**Levels of theory for the successive ionisation energies of vanadium ions**

The table holds the ionisation energies of vanadium ions from V5+ to V22+ from two-component X2C-1e GHF and GMP2, without and with a screened spin-orbit term, beside NIST's tabulated values. The program prints the error of each level by row and by kind of row, chains the spin-orbit steps along the 2p and 3p shells for comparison with LS and jj counting, tests the pairing of errors around the ns² ions, and sets the 1s rows against the Dirac formula, the Lamb-shift scale and hydrogenic contact terms. The mean absolute error over sixteen rows falls from 2.64 to 1.54 eV between the lowest and highest level. The 2p shell lies near LS coupling, while the 3p² and 3p³ lowerings pass the jj limit, which marks spin-free solutions that are not the lowest. GMP2 closes about 70 % of the gap for the ns² ions, and the errors of 2.66 and 4.45 eV in the 1s rows have the sign and rough size of the QED, Breit and two-electron Darwin terms that the Hamiltonian omits.

Calculated values. Energies to remove one electron from vanadium ions, as differences of total energies, from PySCF 2.14.0 with two-component X2C-1e, a Gaussian nucleus and even-tempered bases up to f functions, scaled to each ion. GHF uses one spinor determinant in jj occupation. Spin-free omits the spin-orbit term; screened-SO includes its one-electron form with screened-nucleus factors.

## Analysis program

```python
# Table: ionisation energies (eV) of V5+..V22+, PySCF X2C-1e GHF and GMP2, spin-free and screened spin-orbit, NIST values.
# Tested: error of each level; spin-orbit counting (LS vs jj); ns2/np1 error pairing; Dirac, QED and contact terms for 1s.
T = {
    'species': ['V5+', 'V6+', 'V7+', 'V9+', 'V10+', 'V11+', 'V12+', 'V13+', 'V14+', 'V15+', 'V16+', 'V17+', 'V18+', 'V19+', 'V20+', 'V21+', 'V22+'],
    'N': [18, 17, 16, 14, 13, 12, 11, 10, 9, 8, 7, 6, 5, 4, 3, 2, 1],
    'config': ['[Ar]', '[Ne] 3s2 (3p1/2)2 (3p3/2)3', '[Ne] 3s2 (3p1/2)2 (3p3/2)2', '[Ne] 3s2 (3p1/2)2', '[Ne] 3s2 (3p1/2)1', '[Ne] 3s2', '[Ne] (3s1/2)1', '[Ne]', '[He] 2s2 (2p1/2)2 (2p3/2)3', '[He] 2s2 (2p1/2)2 (2p3/2)2', '[He] 2s2 (2p1/2)2 (2p3/2)1', '[He] 2s2 (2p1/2)2', '[He] 2s2 (2p1/2)1', '[He] 2s2', '[He] (2s1/2)1', '1s2', '(1s1/2)1'],
    'final': ['[Ne] 3s2 (3p1/2)2 (3p3/2)3', '[Ne] 3s2 (3p1/2)2 (3p3/2)2', '[Ne] 3s2 (3p1/2)2 (3p3/2)1', '[Ne] 3s2 (3p1/2)1', '[Ne] 3s2', '[Ne] (3s1/2)1', '[Ne]', '[He] 2s2 (2p1/2)2 (2p3/2)3', '[He] 2s2 (2p1/2)2 (2p3/2)2', '[He] 2s2 (2p1/2)2 (2p3/2)1', '[He] 2s2 (2p1/2)2', '[He] 2s2 (2p1/2)1', '[He] 2s2', '[He] (2s1/2)1', '1s2', '(1s1/2)1', 'bare nucleus'],
    'frozen': [2, 2, 2, 2, 2, 2, 2, 0, 0, 0, 0, 0, 0, 0, 0, 0, 0],
    'ghf_spin_free': [127.25, 148.98, 178.44, 224.76, 254.21, 305.55, 335.68, 897.05, 976.39, 1058.26, 1171.61, 1259.62, 1350.46, 1480.64, 1569.95, 6854.49, 7248.79],  # eV
    'gmp2_spin_free': [0.7, 0.83, 0.36, 1.38, 0.42, 2.08, 0.57, 1.44, 1.48, 1.54, 0.16, 0.08, -0.41, 4.16, 0.16, 1.27, None],  # eV
    'ghf_screened_so': [-0.33, -0.09, -1.28, 1.36, 0.82, 0.0, 0.0, -2.47, -1.01, None, -3.6, -1.19, 5.97, 0.0, 0.0, 0.0, 0.0],  # eV
    'gmp2_screened_so': [0.37, 0.74, -0.85, 2.71, 1.27, 2.08, 0.56, -1.03, 0.46, None, -3.64, -0.82, 5.54, 4.16, 0.16, 1.27, None],  # eV
    'ref': [128.125, 150.72, 173.55, 230.5, 254.8, 308.5, 336.274, 896.0, 977.2, 1062.9, 1165.2, 1258.9, 1354.2, 1486.7, 1569.66, 6851.31, 7246.13],  # eV
    'kind': ['measured', 'semi-empirical', 'semi-empirical', 'semi-empirical', 'semi-empirical', 'semi-empirical', 'semi-empirical', 'measured', 'semi-empirical', 'semi-empirical', 'semi-empirical', 'semi-empirical', 'semi-empirical', 'semi-empirical', 'theoretical', 'theoretical', 'theoretical'],
}
import numpy as np
from scipy.constants import alpha, physical_constants as pc
Z = 23
Eh = pc['Hartree energy in eV'][0]; mc2 = pc['electron mass energy equivalent in MeV'][0]*1e6
R = {int(n): i for i, n in enumerate(T['N'])}
g = lambda k, n: T[k][R[n]]
def err(n):
    d = [0.0, g('gmp2_spin_free', n), g('ghf_screened_so', n), g('gmp2_screened_so', n)]
    if n == 1: d[1], d[3] = 0.0, d[2]   # one electron: no correlation, GMP2 = GHF
    return [None if x is None else g('ghf_spin_free', n) + x - g('ref', n) for x in d]
f = lambda x: '     -' if x is None else f'{x:+6.2f}'
print('rounding: 0.01 eV in errors; tabulated values given to 0.1 eV add 0.05 eV')
print('ion  | steps corr, SO | calc-tab eV: GHF GMP2 GHF+SO GMP2+SO | % GHF, % GMP2+SO')
for n in sorted(R, reverse=True):
    e = err(n); r = g('ref', n)
    p = None if e[3] is None else 100*e[3]/r
    print(f"{g('species', n):5s}|{f(g('gmp2_spin_free', n))}{f(g('ghf_screened_so', n))} |" + ''.join(map(f, e)) + f" |{f(100*e[0]/r)}{f(p)}")
print('mean |error| eV (largest): GHF, GMP2, GHF+SO, GMP2+SO; V15+ has no SO run')
G = {'p6, p1 rows': [18, 13, 10, 5], '3s, 2s rows': [12, 11, 4, 3], 'p5 to p2 rows': [17, 16, 14, 9, 7, 6], '1s rows': [2, 1]}
G['all 16 rows'] = sum(G.values(), [])
for k, v in G.items():
    a = np.abs(np.array([err(n) for n in v]))
    print(f'{k:14s}' + ' '.join(f'{m:5.2f}({x:4.2f})' for m, x in zip(a.mean(0), a.max(0))))
LS = np.array([-1, -1, 0, -.5, -.5]); JJ = np.array([-1, -2, -1.5, -1, -.5])
print('SO lowering/zeta for p1..p5: LS first order', LS.tolist(), ' pure jj', JJ.tolist())
X = {}
for nq, N0 in ((2, 4), (3, 12)):
    s = lambda k: g('ghf_screened_so', N0 + k)
    E1 = -s(1); E2 = E1 - s(2); E5 = s(6); E4 = E5 + s(5)
    E3 = E2 - s(3) if nq == 2 else E4 + s(4)
    E = np.array([E1, E2, E3, E4, E5]); z = np.linspace(-E1, -2*E5, 5); X[nq] = (E, z)
    zh = alpha**2*Z**4*(Eh/2)/(3*nq**3)
    print(f'{nq}p zeta eV: p1 {z[0]:.2f}, p5 {z[4]:.2f}, ratio {z[0]/z[4]:.2f}; bare hydrogenic {zh:.2f}; Zeff {Z*(z[0]/zh)**.25:.1f}, {Z*(z[4]/zh)**.25:.1f}')
    print(f'{nq}p chained lowering eV p1..p5:' + ''.join(map(f, E)))
    q = E/z
    print(f'{nq}p lowering/zeta:' + ''.join(map(f, q)) + f'; p2-p4 mean miss LS {np.abs(q-LS)[1:4].mean():.2f}, jj {np.abs(q-JJ)[1:4].mean():.2f}')
c = X[2][0][2] - X[2][0][3]
print(f'V15+ SO shift by closure {c:+.2f} eV; GMP2 error {err(8)[1]:+.2f} would become {err(8)[1]+c:+.2f} eV')
for k in ('ghf_spin_free', 'ref'):
    st = lambda L: ' '.join(f'{g(k, n-1)-g(k, n):.1f}' for n in L)
    print(('GHF' if k != 'ref' else 'tabulated') + f' rise to next ion eV: from V5+,V6+,V9+ {st([18, 17, 14])}; from V13+..V17+ {st([10, 9, 8, 7, 6])}')
P = []
for a, b in ((13, 12), (5, 4)):
    ea, eb = err(a)[3], err(b)[3]; P.append((ea, eb))
    print(f"{g('species', a)}/{g('species', b)} GMP2+SO errors {ea:+.2f} {eb:+.2f}, sum {ea+eb:+.2f}, half difference {(ea-eb)/2:.2f} eV; MP2 closes {100*g('gmp2_spin_free', b)/-err(b)[0]:.0f}% of ns2 GHF gap")
x = Z*alpha; D = mc2*(1 - np.sqrt(1 - x*x)); B = Z*Z*Eh/2; e1, e2 = err(1)[3], err(2)[3]
print(f"V22+: Bohr {B:.2f}, Dirac point {D:.2f}, relativity {D-B:.2f}, calc-Dirac {g('ghf_spin_free', 1)-D:+.2f} eV")
rec = D*pc['electron mass in u'][0]/51   # mass of V about 51 u, rough recalled value
sc = alpha/np.pi*x**4*mc2
F0 = 4/3*np.log(x**-2) + 10/9 - 4/3*3.0 - 4/15   # Bethe logarithm about 3.0, rough recalled value
F1 = F0 + x*(4*np.pi*(139/128 - np.log(2)/2) + 5*np.pi/48)
print(f'V22+ error {e1:+.2f}; recoil {rec:.2f}; Lamb scale {sc:.2f} eV; factor needed {(e1-rec)/sc:.2f}')
print(f'Lamb factor leading order {F0:.1f}, next order {F1:.1f}; V22+ error/8 = {e1/8:.2f}, V20+ error {err(3)[3]:+.2f} eV')
ct = alpha**2*Z**3/8*Eh
print(f'V21+ error GHF {err(2)[0]:+.2f}, GMP2 {e2:+.2f}; excess over V22+ {e2-e1:.2f} eV')
print(f'hydrogenic contact: Breit {2*ct:+.1f}, 2e Darwin {-ct:+.1f}, net {ct:+.1f} eV; found/net {(e2-e1)/ct:.2f}')
assert abs(g('ghf_spin_free', 1) - D) < 0.05 and all(abs(g('ghf_screened_so', n)) < 0.01 for n in (12, 11, 4, 3, 2, 1))
assert all(1 < X[n][1][0]/X[n][1][4] < 1.5 for n in X)
assert all(X[3][0][k]/X[3][1][k] < JJ[k] < X[2][0][k]/X[2][1][k] for k in (1, 2))
assert all(a > 0 > b and abs(a + b) < 0.3*(a - b) for a, b in P)
```

Running it gives:

```
rounding: 0.01 eV in errors; tabulated values given to 0.1 eV add 0.05 eV
ion  | steps corr, SO | calc-tab eV: GHF GMP2 GHF+SO GMP2+SO | % GHF, % GMP2+SO
V5+  | +0.70 -0.33 | -0.88 -0.17 -1.20 -0.50 | -0.68 -0.39
V6+  | +0.83 -0.09 | -1.74 -0.91 -1.83 -1.00 | -1.15 -0.66
V7+  | +0.36 -1.28 | +4.89 +5.25 +3.61 +4.04 | +2.82 +2.33
V9+  | +1.38 +1.36 | -5.74 -4.36 -4.38 -3.03 | -2.49 -1.31
V10+ | +0.42 +0.82 | -0.59 -0.17 +0.23 +0.68 | -0.23 +0.27
V11+ | +2.08 +0.00 | -2.95 -0.87 -2.95 -0.87 | -0.96 -0.28
V12+ | +0.57 +0.00 | -0.59 -0.02 -0.59 -0.03 | -0.18 -0.01
V13+ | +1.44 -2.47 | +1.05 +2.49 -1.42 +0.02 | +0.12 +0.00
V14+ | +1.48 -1.01 | -0.81 +0.67 -1.82 -0.35 | -0.08 -0.04
V15+ | +1.54     - | -4.64 -3.10     -     - | -0.44     -
V16+ | +0.16 -3.60 | +6.41 +6.57 +2.81 +2.77 | +0.55 +0.24
V17+ | +0.08 -1.19 | +0.72 +0.80 -0.47 -0.10 | +0.06 -0.01
V18+ | -0.41 +5.97 | -3.74 -4.15 +2.23 +1.80 | -0.28 +0.13
V19+ | +4.16 +0.00 | -6.06 -1.90 -6.06 -1.90 | -0.41 -0.13
V20+ | +0.16 +0.00 | +0.29 +0.45 +0.29 +0.45 | +0.02 +0.03
V21+ | +1.27 +0.00 | +3.18 +4.45 +3.18 +4.45 | +0.05 +0.06
V22+ |     - +0.00 | +2.66 +2.66 +2.66 +2.66 | +0.04 +0.04
mean |error| eV (largest): GHF, GMP2, GHF+SO, GMP2+SO; V15+ has no SO run
p6, p1 rows    1.56(3.74)  1.75(4.15)  1.27(2.23)  0.75(1.80)
3s, 2s rows    2.47(6.06)  0.81(1.90)  2.47(6.06)  0.81(1.90)
p5 to p2 rows  3.38(6.41)  3.09(6.57)  2.49(4.38)  1.88(4.04)
1s rows        2.92(3.18)  3.55(4.45)  2.92(3.18)  3.55(4.45)
all 16 rows    2.64(6.41)  2.24(6.57)  2.23(6.06)  1.54(4.45)
SO lowering/zeta for p1..p5: LS first order [-1.0, -1.0, 0.0, -0.5, -0.5]  pure jj [-1.0, -2.0, -1.5, -1.0, -0.5]
2p zeta eV: p1 5.97, p5 4.94, ratio 1.21; bare hydrogenic 8.45; Zeff 21.1, 20.1
2p chained lowering eV p1..p5: -5.97 -4.78 -1.18 -3.48 -2.47
2p lowering/zeta: -1.00 -0.84 -0.22 -0.67 -0.50; p2-p4 mean miss LS 0.18, jj 0.93
3p zeta eV: p1 0.82, p5 0.66, ratio 1.24; bare hydrogenic 2.50; Zeff 17.4, 16.5
3p chained lowering eV p1..p5: -0.82 -2.18 -1.70 -0.42 -0.33
3p lowering/zeta: -1.00 -2.79 -2.30 -0.60 -0.50; p2-p4 mean miss LS 1.40, jj 0.66
V15+ SO shift by closure +2.30 eV; GMP2 error -3.10 would become -0.80 eV
GHF rise to next ion eV: from V5+,V6+,V9+ 21.7 29.5 29.5; from V13+..V17+ 79.3 81.9 113.3 88.0 90.8
tabulated rise to next ion eV: from V5+,V6+,V9+ 22.6 22.8 24.3; from V13+..V17+ 81.2 85.7 102.3 93.7 95.3
V10+/V11+ GMP2+SO errors +0.68 -0.87, sum -0.19, half difference 0.78 eV; MP2 closes 71% of ns2 GHF gap
V18+/V19+ GMP2+SO errors +1.80 -1.90, sum -0.10, half difference 1.85 eV; MP2 closes 69% of ns2 GHF gap
V22+: Bohr 7197.41, Dirac point 7248.83, relativity 51.41, calc-Dirac -0.04 eV
V22+ error +2.66; recoil 0.08; Lamb scale 0.94 eV; factor needed 2.74
Lamb factor leading order 1.6, next order 3.2; V22+ error/8 = 0.33, V20+ error +0.45 eV
V21+ error GHF +3.18, GMP2 +4.45; excess over V22+ 1.79 eV
hydrogenic contact: Breit +4.4, 2e Darwin -2.2, net +2.2 eV; found/net 0.81
```
